# Which fractional occupations can come from electrons? Coleman's theorem applied to a defect level, a surface dimer and a smeared metal

Fractional occupations appear in defect calculations, in correlated wavefunctions and in smeared metals. Coleman's theorem (1963) tells which sets can come from a state of $N$ electrons.

## Conventions and statement

Take $r$ orthonormal spin orbitals, with $r$ finite. An ensemble is $D=\sum_i w_i|\Psi_i\rangle\langle\Psi_i|$, with normalised $N$-electron states, $w_i\ge0$ and $\sum_i w_i=1$. It is pure if $D^2=D$. The one-particle reduced density matrix is $\gamma_{pq}=\mathrm{Tr}(D\,a_q^\dagger a_p)$. Its eigenvectors are the natural spin orbitals and its eigenvalues $n_k$ are their occupations.

**Theorem.** A Hermitian $\gamma$ comes from an $N$-fermion ensemble if and only if
$$0\le n_k\le1,\qquad \sum_k n_k=N .$$
For spin-summed occupations of spatial orbitals the upper bound is 2.

## Proof

*Necessity.* For each state, $\langle a_k^\dagger a_k\rangle=\|a_k\Psi\|^2\ge0$ and $1-\langle a_k^\dagger a_k\rangle=\|a_k^\dagger\Psi\|^2\ge0$, while $\sum_k a_k^\dagger a_k$ counts $N$. Averaging with the $w_i$ preserves all three facts.

*Sufficiency.* In the natural basis the allowed vectors $n$ form a bounded convex polytope. A point with two fractional entries is no vertex, since $\pm\epsilon$ can be shifted between them, and a single fractional entry is excluded because $N$ is an integer. The vertices therefore have $N$ ones and $r-N$ zeros. Each is a rank-$N$ projector, the $\gamma$ of the Slater determinant built from those orbitals. Every point of the polytope is a mixture of vertices, and the same mixture of determinants is the ensemble.

*Construction.* Lay half-open segments of lengths $n_1,\dots,n_r$ end to end on $[0,N)$. For $u$ uniform in $[0,1)$, occupy the orbitals whose segments contain $u,u+1,\dots,u+N-1$. No segment is longer than 1, so $N$ different orbitals are hit, and orbital $k$ is hit with probability $n_k$.

## The pure-state test for two electrons

Write $\Psi=\tfrac12\sum_{pq}C_{pq}a_p^\dagger a_q^\dagger|0\rangle$ with $C^T=-C$. Then $\gamma=CC^\dagger$ and $C^\dagger C=\gamma^*$. If $\gamma v=nv$ with $n>0$, then $w=Cv^*$ has the same eigenvalue, is orthogonal to $v$ by antisymmetry, and obeys $Cw^*=-nv$. Nonzero occupations thus come in equal pairs. Conversely, paired non-negative occupations summing to 2 are produced by $\sum_j\sqrt{n_{2j}}\,a^\dagger_{2j-1}a^\dagger_{2j}|0\rangle$.

Two diagnostics follow. The margin is $m=\min_k\min(n_k,1-n_k)$. The pairing defect is $P=(n_1-n_2)+(n_3-n_4)+\dots$, with $n$ sorted downwards and padded with a zero if $r$ is odd. With trace 2, an ensemble exists if and only if $m\ge0$, and a pure state if and only if in addition $P=0$.

## Three model systems

All inputs are illustrative, so the numbers are the models', not the materials'. Orbitals outside the listed ones have occupation exactly 1 or 0.

**Defect level, $r=3$.** An undistorted tetrahedral vacancy has a threefold $t_2$ level. Put two spin-up electrons in it. The space has three basis states $a_k|123\rangle$, each with a hole in orbital $k$, and $a_q^\dagger a_p=\delta_{pq}-a_pa_q^\dagger$ gives $\gamma=1-D^T$. Here $\gamma$ fixes $D$ uniquely, with weights $w_k=1-n_k$.

For $n=(0.9,\,0.7,\,0.4)$ the segments are $[0,0.9)$, $[0.9,1.6)$, $[1.6,2)$, and the construction gives $|12\rangle$, $|13\rangle$, $|23\rangle$ the weights 0.6, 0.3, 0.1. The purity is $\mathrm{Tr}\,D^2=0.46<1$, so no pure state has this $\gamma$. Every pure state of this space has $n=(1,1,0)$ and is a determinant.

Let strain split the orbital energies $\varepsilon_k$ and take the repulsion equal in the three states. A hole in orbital $k$ lowers the energy by $\varepsilon_k$, so $w_k\propto e^{\varepsilon_k/k_BT}$. At 300 K, $k_BT=25.85$ meV, and the splittings chosen to give the occupations above are $\varepsilon_2-\varepsilon_1=k_BT\ln3=28.4$ meV and $\varepsilon_3-\varepsilon_1=k_BT\ln6=46.3$ meV. The neutral silicon vacancy typically distorts and pairs its spins, so this triplet is a model configuration and not that defect's ground state.

**Surface dimer, $r=4$.** Model the two dangling bonds of a symmetric Si(001) dimer (real dimers typically buckle, which is left out) by two sites with hopping $t$ and on-site repulsion $U$. With bonding and antibonding orbitals $g,u$, the Hamiltonian in the basis $g^2,u^2$ has diagonal $U/2\mp2t$ and off-diagonal $U/2$. The exact ground state has, per spin orbital,
$$E=\tfrac U2-\tfrac12\sqrt{U^2+16t^2},\qquad n_u=1-n_g=\tfrac12\Big(1-\frac{4t}{\sqrt{U^2+16t^2}}\Big).$$
Second-order Møller–Plesset theory (MP2) starts from $g^2$. The first-order amplitude of $u^2$ is $-(U/2)/4t$, which gives $n_u=1-n_g=U^2/64t^2$, the leading term of the exact result.

**Smeared metal, $r=4$.** Take two spin-degenerate levels at $\mu\pm\Delta$ in a supercell of a wiring metal, and $x=(\varepsilon-\mu)/\sigma$. Fermi–Dirac filling is $f=1/(1+e^{x})$ with $\sigma=k_BT$. At 300 K, $\Delta=k_BT\ln9=56.8$ meV gives 0.9 and 0.1. First-order Methfessel–Paxton smearing (1989) uses
$$f(x)=\tfrac12\,\mathrm{erfc}(x)-\frac{x\,e^{-x^2}}{2\sqrt\pi},\qquad -f'(x)=\frac{e^{-x^2}}{\sqrt\pi}\Big(\tfrac32-x^2\Big).$$
Its extrema lie at $x=\pm\sqrt{3/2}$. For a typical width $\sigma=0.2$ eV this worst placement is $\Delta=0.245$ eV. Both rules obey $f(-x)=1-f(x)$, so the trace is 2.

## Comparison

| Case ($N=2$) | Occupations | $m$ | $P$ | Ensemble | Pure |
|---|---|---|---|---|---|
| $t_2$, strained, 77 K | 0.999, 0.937, 0.064 | 0.0009 | 0.126 | yes | no |
| $t_2$, strained, 300 K | 0.9, 0.7, 0.4 | 0.1 | 0.6 | yes | no |
| $t_2$, unstrained, averaged | 0.667 three times | 0.333 | 0.667 | yes | no |
| Dimer, $U/t=3$, exact | 0.9, 0.1, each twice | 0.1 | 0 | yes | yes |
| Dimer, $U/t=3$, MP2 | 0.859, 0.141, each twice | 0.141 | 0 | yes | yes |
| Dimer, $U/t=10$, exact | 0.686, 0.314, each twice | 0.314 | 0 | yes | yes |
| Dimer, $U/t=10$, MP2 | $n_g=-0.5625$, $n_u=1.5625$, each twice | $-0.5625$ | 0 | no | no |
| Metal, Fermi–Dirac | 0.9, 0.1, each twice | 0.1 | 0 | yes | yes |
| Metal, Methfessel–Paxton | 1.0355, $-0.0355$, each twice | $-0.0355$ | 0 | no | no |

The last two columns say whether some state of that kind has this $\gamma$, not how the row was generated.

## Reading the trend

**The margin fails only where $\gamma$ is not an expectation value.** Thermal weights and exact states give $n_k$ as averages of squared norms, so $m\ge0$ is automatic. Fermi–Dirac filling is derived with a fluctuating electron number, yet the theorem supplies a fixed-$N$ ensemble whenever the trace is an integer. The MP2 density is a truncated series. The exact $n_u$ saturates at $1/2$, whereas $U^2/64t^2$ grows without limit. The branch points at $U=\pm4it$ make the series diverge for $U>4t$, but the bounds break only at $U>8t$. Passing the test is therefore no proof of accuracy. At $U/t=3$ the MP2 value of $n_u$ passes with an error of 0.041 against the exact 0.1. Methfessel–Paxton filling fails because its kernel $-f'$ turns negative for $|x|>\sqrt{3/2}$.

**A failed margin removes a variational floor.** For a fixed one-body Hamiltonian $h$, $\mathrm{Tr}(h\gamma)$ is linear in $\gamma$, so its minimum over representable $\gamma$ lies at an extreme point and is the sum of the $N$ lowest levels. In the metal model, counted from $\mu$, this floor is $-2\Delta=-0.490$ eV. Methfessel–Paxton filling gives $-0.525$ eV, 35 meV below it. The scheme is a device for Brillouin-zone integration, and its occupations should not be passed on as a density matrix.

**The pairing defect depends on $r$ and on degeneracy.** For $r=3$ with $w_1\le w_2\le w_3$, $P=1-w_1+w_2-w_3=2w_2$. It vanishes only when the top orbital holds the whole hole. Cooling drives the strained level towards $(1,1,0)$, and heating or removing the strain drives it towards $P=2/3$. Fractional occupations in this space always mean a mixture and never correlation within one state. For $r=4$ with equal spin-up and spin-down matrices the pairs are automatic and $P=0$.

**One $\gamma$ can have many parents.** The set $(0.9,0.9,0.1,0.1)$ fixes the hopping energy of the dimer at $-2t(n_g-n_u)=-1.6t$, but not the double occupancy $d=\langle\sum_i n_{i\uparrow}n_{i\downarrow}\rangle$. At $U=3t$ the exact singlet has $d=\partial E/\partial U=0.2$ and $E=-1.0t$. The mixture of $g^2$ and $u^2$ with weights 0.9 and 0.1 has $d=0.5$ and $E=-0.1t$. The segment construction in the order $g\uparrow,g\downarrow,u\uparrow,u\downarrow$ gives $g^2$, $g\uparrow u\uparrow$, $g\downarrow u\downarrow$ the weights 0.8, 0.1, 0.1, hence $d=0.4$ and $E=-0.4t$. The theorem guarantees that a parent exists and says nothing of its interaction energy.

For three or more electrons Coleman's conditions are unchanged, while the pure-state conditions become further linear constraints on the sorted occupations, given for three electrons in six spin orbitals by Borland and Dennis (1972) and treated in general by Klyachko.